**Breaks in the polarisability of the 20-electron series Ca to Ni8+**

The table holds coupled and uncoupled dipole polarisabilities, C6 and C9 from a spherical, non-relativistic, spin-polarised PBE atom with Sternheimer response and an adiabatic LDA kernel. The program fits α = A/(Z − s)^p with p = 3, 4 or free, to Mn5+–Ni8+ and again to all 3d² ions, and evaluates the one-pole relations C6 = ¾ω₀α² and C9 = ¾αC6. The cubic law fits the four highest charges to 0.54 % rms, above the rounding of the table. Against the high-charge fits Ca lies 4.7 to 23 times high, Sc+ 6.5 to 14 times and Ti2+ 1.4 to 2.0 times, while a free power law through all 3d² rows absorbs Ti2+. The one-pole C9 is worst at Ti2+ (ratio 0.853), where ω₀ = 20.2 eV lies below the 35 eV gap between 3p and 3d.

Non-relativistic, spin-polarised all-electron PBE calculations with radks 1 (radial solver, using Libxc) for spherical atoms and ions with a point nucleus, in the NIST ground configuration with open shells at highest spin. Linear response comes from Sternheimer equations with the Hartree and adiabatic LDA kernel, which the uncoupled polarisability omits.

## The fit in Python

```python
# Table: dipole polarisability (coupled, uncoupled), C6, C9 of 20-electron species Ca..Ni8+;
# radks spherical Kohn-Sham atom, PBE, non-relativistic, Sternheimer response with ALDA kernel.
# Tested: screened scaling alpha=A/(Z-s)^p (p=3; alternatives p=4, free p), size of the breaks,
# and one-pole relations C6=(3/4)w a^2, C9=(3/4)a C6.
T = {
    'ion': ['Ca', 'Sc+', 'Ti2+', 'V3+', 'Cr4+', 'Mn5+', 'Fe6+', 'Co7+', 'Ni8+'],
    'Z': [20, 21, 22, 23, 24, 25, 26, 27, 28],
    'charge': [0, 1, 2, 3, 4, 5, 6, 7, 8],  # e
    'configuration': ['[Ar] 4s2', '[Ar] 3d1 4s1', '[Ar] 3d2', '[Ar] 3d2', '[Ar] 3d2', '[Ar] 3d2', '[Ar] 3d2', '[Ar] 3d2', '[Ar] 3d2'],
    'dipole_polarisability': [154.5, 56.07, 5.335, 2.309, 1.373, 0.9309, 0.6761, 0.5128, 0.401],  # bohr³
    'uncoupled_dipole_polarisability': [290.7, 74.71, 6.624, 3.097, 1.912, 1.321, 0.9701, 0.7406, 0.5813],  # bohr³
    'c6': [2105, 373.1, 15.84, 5.91, 2.96, 1.694, 1.049, 0.6857, 0.4667],  # a.u.
    'c9_triple_dipole': [239000, 14860, 54.08, 9.46, 2.903, 1.136, 0.5108, 0.2523, 0.1336],  # a.u.
    'screening': [0.532, 0.751, 0.805, 0.746, 0.718, 0.705, 0.697, 0.692, 0.69],
}
import numpy as np
from scipy.constants import physical_constants as pc
Ha = pc['Hartree energy in eV'][0]
ion = T['ion']; Z = np.array(T['Z'], float); q = np.array(T['charge'])
a, u, c6, c9, scr = (np.array(T[k], float) for k in ('dipole_polarisability',
    'uncoupled_dipole_polarisability', 'c6', 'c9_triple_dipole', 'screening'))
n4s = np.array([int(c.split('4s')[1]) if '4s' in c else 0 for c in T['configuration']])
fl = lambda x: 0.5*10**(np.floor(np.log10(x))-3)/x   # four-figure rounding, relative
w = 4*c6/(3*a**2); N = a*w**2; r9 = c9/(0.75*a*c6)
step = np.append(np.nan, a[:-1]/a[1:])
print('ion   a_prev/a  w0[eV]  Neff=a*w0^2  C9/(.75aC6)  coup/unc')
for i in range(len(Z)):
    print(f'{ion[i]:5s} {step[i]:7.2f} {w[i]*Ha:8.1f} {N[i]:9.2f} {r9[i]:11.3f} {scr[i]:10.3f}')
print(f'max rounding floor: alpha {100*fl(a).max():.3f} %, C9 ratio {100*(fl(a)+fl(c6)+fl(c9)).max():.3f} %')
print(f'overall fall alpha Ca/Ni8+ {a[0]/a[-1]:.0f}, Ti2+/Ni8+ {a[2]/a[-1]:.1f}')
def fit(y, m, p=None):
    s = np.arange(0, 21.9, 0.002)
    X = np.log(Z[m][None, :]-s[:, None]); Y = np.log(y[m])
    Xc = X-X.mean(1, keepdims=True); Yc = Y-Y.mean()
    P = -(Xc@Yc)/(Xc**2).sum(1) if p is None else np.full(len(s), float(p))
    k = ((Yc+P[:, None]*Xc)**2).sum(1).argmin()
    A = np.exp(Y.mean()+P[k]*X[k].mean())
    d = np.where(Z > s[k], Z-s[k], np.nan)
    return A, s[k], P[k], A/d**P[k]
hi = q >= 5      # scaling is a high-charge limit
d2 = n4s == 0    # all 3d2 rows, sensitivity check
M = {}
for wn, m in (('hi', hi), ('d2', d2)):
    for p in (3, 4, None):
        A, s, P, f = fit(a, m, p); M[(wn, p)] = f
        r = 100*(a/f-1)[m]; j = np.abs(r).argmax()
        print(f'fit {wn} p={P:.2f}{"(free)" if p is None else ""} A={A:.4g} s={s:.2f} '
              f'rms {np.sqrt((r**2).mean()):.2f} % worst {np.array(ion)[m][j]} {r[j]:+.2f} %')
print('table/model alpha (hi=Mn5+..Ni8+, d2=Ti2+..Ni8+; nan: Z<s)')
print('ion   hi p3   hi p4   hi free  d2 p3   d2 p4   d2 free')
for i in range(len(Z)):
    print(f'{ion[i]:5s} '+' '.join(f'{a[i]/f[i]:7.3f}' for f in M.values()))
print('excess over hi models [bohr^3]: coupled / uncoupled / their ratio')
U = {p: fit(u, hi, p)[3] for p in (3, 4, None)}
for i in range(4):
    t = []
    for p in (3, 4, None):
        e, eu = a[i]-M[('hi', p)][i], u[i]-U[p][i]
        t.append(f'p={p or "free"}: {e:.3g}/{eu:.3g}/{e/eu:.2f}')
    print(f'{ion[i]:5s} '+'  '.join(t))
e = (a-M[('hi', 3)])[:2]/n4s[:2]; eu = (u-U[3])[:2]/n4s[:2]
print(f'excess per 4s electron (p=3) coupled Ca {e[0]:.1f} Sc+ {e[1]:.1f} bohr^3, ratio {e[0]/e[1]:.2f}')
print(f'   uncoupled Ca {eu[0]:.1f} Sc+ {eu[1]:.1f} bohr^3, ratio {eu[0]/eu[1]:.2f}')
# further outputs of the same runs: Ti2+ levels in eV; recommended alpha supplied for Ca
p_up, p_dn, d_up, d_dn, rec = -55.4118, -53.5004, -20.5327, -18.7209, 160.8
g = (d_up-p_up, d_dn-p_dn)
print(f'Ti2+ 3p->3d gap up {g[0]:.1f} down {g[1]:.1f} eV; 3d up level {d_up:.1f} eV; w0 {w[2]*Ha:.1f} eV')
print(f'Ca coupled vs recommended {100*(a[0]/rec-1):+.1f} %, uncoupled {100*(u[0]/rec-1):+.0f} %')
print(f'reduction by coupling: Ca {100*(1-scr[0]):.1f} Ti2+ {100*(1-scr[2]):.1f} Ni8+ {100*(1-scr[-1]):.1f} %')
assert np.all(np.diff(a) < 0) and np.nanargmax(step) == 2
assert r9.argmin() == 2 and np.all(r9 < 1)
assert scr.argmax() == 2 and scr.argmin() == 0
assert w[2]*Ha < min(g)
```

Output:

```
ion   a_prev/a  w0[eV]  Neff=a*w0^2  C9/(.75aC6)  coup/unc
Ca        nan      3.2      2.14       0.980      0.532
Sc+      2.76      4.3      1.40       0.947      0.751
Ti2+    10.51     20.2      2.94       0.853      0.805
V3+      2.31     40.2      5.04       0.924      0.746
Cr4+     1.68     57.0      6.02       0.952      0.718
Mn5+     1.47     70.9      6.32       0.961      0.705
Fe6+     1.38     83.3      6.33       0.960      0.697
Co7+     1.32     94.6      6.20       0.957      0.692
Ni8+     1.28    105.3      6.01       0.952      0.690
max rounding floor: alpha 0.036 %, C9 ratio 0.079 %
overall fall alpha Ca/Ni8+ 385, Ti2+/Ni8+ 13.3
fit hi p=3.00 A=733.4 s=15.75 rms 0.54 % worst Fe6+ -0.67 %
fit hi p=4.00 A=2.473e+04 s=12.21 rms 0.87 % worst Fe6+ -1.03 %
fit hi p=2.12(free) A=43.55 s=18.85 rms 0.03 % worst Co7+ +0.05 %
fit d2 p=3.00 A=414.1 s=17.54 rms 9.18 % worst Ti2+ +14.45 %
fit d2 p=4.00 A=9324 s=15.23 rms 11.88 % worst Ti2+ +19.90 %
fit d2 p=1.60(free) A=10.16 s=20.50 rms 1.11 % worst V3+ -1.72 %
table/model alpha (hi=Mn5+..Ni8+, d2=Ti2+..Ni8+; nan: Z<s)
ion   hi p3   hi p4   hi free  d2 p3   d2 p4   d2 free
Ca     16.194  23.051   4.735   5.568   8.549     nan
Sc+    11.075  13.558   6.488   5.618   6.647   1.837
Ti2+    1.778   1.985   1.388   1.144   1.199   1.006
V3+     1.201   1.267   1.078   0.909   0.901   0.983
Cr4+    1.052   1.074   1.013   0.895   0.869   1.000
Mn5+    1.005   1.008   1.000   0.934   0.908   1.012
Fe6+    0.993   0.990   1.000   0.989   0.974   1.013
Co7+    0.996   0.993   1.001   1.049   1.054   1.003
Ni8+    1.006   1.009   1.000   1.109   1.142   0.985
excess over hi models [bohr^3]: coupled / uncoupled / their ratio
Ca    p=3: 145/278/0.52  p=4: 148/282/0.52  p=free: 122/264/0.46
Sc+   p=3: 51/68/0.75  p=4: 51.9/69.1/0.75  p=free: 47.4/64.9/0.73
Ti2+  p=3: 2.33/2.53/0.92  p=4: 2.65/2.93/0.90  p=free: 1.49/1.73/0.86
V3+   p=3: 0.386/0.429/0.90  p=4: 0.487/0.561/0.87  p=free: 0.166/0.205/0.81
excess per 4s electron (p=3) coupled Ca 72.5 Sc+ 51.0 bohr^3, ratio 1.42
   uncoupled Ca 139.2 Sc+ 68.0 bohr^3, ratio 2.05
Ti2+ 3p->3d gap up 34.9 down 34.8 eV; 3d up level -20.5 eV; w0 20.2 eV
Ca coupled vs recommended -3.9 %, uncoupled +81 %
reduction by coupling: Ca 46.8 Ti2+ 19.5 Ni8+ 31.0 %
```
